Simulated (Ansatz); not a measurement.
A series in volume per atom on MnHg

All results are calculated (Ansatz 0.2.0). Periodic Kohn-Sham DFT of a crystal at fixed atoms; pressure and stress are positive in compression; the energy is the free energy less that of spherical unpolarised free atoms; site moments are those in the method's own spheres, positive along +z.

Cell of the first row (space group Pm-3m, No. 221):
```
cell vectors (Å)
   3.2702     0.0000     0.0000
   0.0000     3.2702     0.0000
   0.0000     0.0000     3.2702
atoms (fractions of the cell vectors)
Mn  0.50000  0.50000  0.50000
Hg  0.00000  0.00000  0.00000
```

Settings of every row: method all-electron LAPW; functional PBE; relativity scalar; k mesh 11x11x11; filling fermi-dirac; smearing width 0.08 eV; basis error target 0.25 meV/atom; nucleus gaussian.

Atom:
```
element  start moment (bohr magneton)
     Mn                             4
     Hg                             0
```

Limits: no spin-orbit coupling on heavy atoms; with one magnetic atom in the cell only parallel moments are possible.

```
row  volume per atom (Å³)  pressure (GPa)  energy less free atoms (eV/atom)  cell moment (bohr magneton)
  1                17.486           3.692                           -4.4438                        3.787
  2                 17.85           2.012                           -4.4502                        3.854
  3                18.215               ?                                 ?                            ?
  4                18.579          -0.865                           -4.4527                        3.967
  5                18.943          -2.175                           -4.4492                        4.003
```

Question: what pressure and energy less free atoms should row 3 give?

Worked fit of pressure. Take u = (V_r/V)^(2/3) − 1 with V_r = 18.215 Å³ an atom, which is twice the finite (Eulerian) strain; such expansions in the strain, on which the Birch-Murnaghan equation of state is built, carry the rest volume and the bulk modulus. The shown rows have u = 0.0276, 0.01359, -0.0131, -0.02579. Least squares give pressure = 0.5081 + 109.14 × u + 213.4 × u² GPa; a straight line predicts inner rows, each left out in turn, worse (root mean square 0.093 against 0.049 GPa). The rows lie off it by 0.009, -0.019, 0.020, -0.010 (root mean square 0.015 GPa). The pressure vanishes at u = -0.0047, or V = 18.34 Å³ an atom, and there the bulk modulus at fixed shape and fractions is B = −V dP/dV = (2/3)(1 + u) dP/du = 71.1 GPa. The withheld row has u = 0, so the fit gives 0.5081 + 109.14 × (0) + 213.4 × (0)² = 0.508 GPa.

The calculation gave 0.531 GPa. The fit lies 0.023 GPa (4.3 % of the value, 0.39 % of the column's range) below it; its largest miss of a shown row is 0.020 GPa.

Worked fit of energy less free atoms. Take u = (V_r/V)^(2/3) − 1 with V_r = 18.215 Å³ an atom, which is twice the finite (Eulerian) strain; such expansions in the strain, on which the Birch-Murnaghan equation of state is built, carry the rest volume and the bulk modulus. The shown rows have u = 0.0276, 0.01359, -0.0131, -0.02579. Least squares give energy less free atoms = −4.4531 + 0.0855 × u + 9.14 × u² eV/atom; a straight line predicts inner rows, each left out in turn, worse (root mean square 0.0038 against 0.00012 eV/atom). The rows lie off it by 0.0000, 0.0001, 0.0000, 0.0000. Its lowest point lies at u = -0.0047, or V = 18.34 Å³ an atom, and the curvature there gives the bulk modulus at fixed shape and fractions, B = (4/9)(1 + u)² E″(u)/V = 70.3 GPa. The withheld row has u = 0, so the fit gives −4.4531 + 0.0855 × (0) + 9.14 × (0)² = -4.4531 eV/atom.

The calculation gave -4.4531 eV/atom. The fit meets it to the printed digit.

The other values of row 3: cell moment 3.917 bohr magneton.
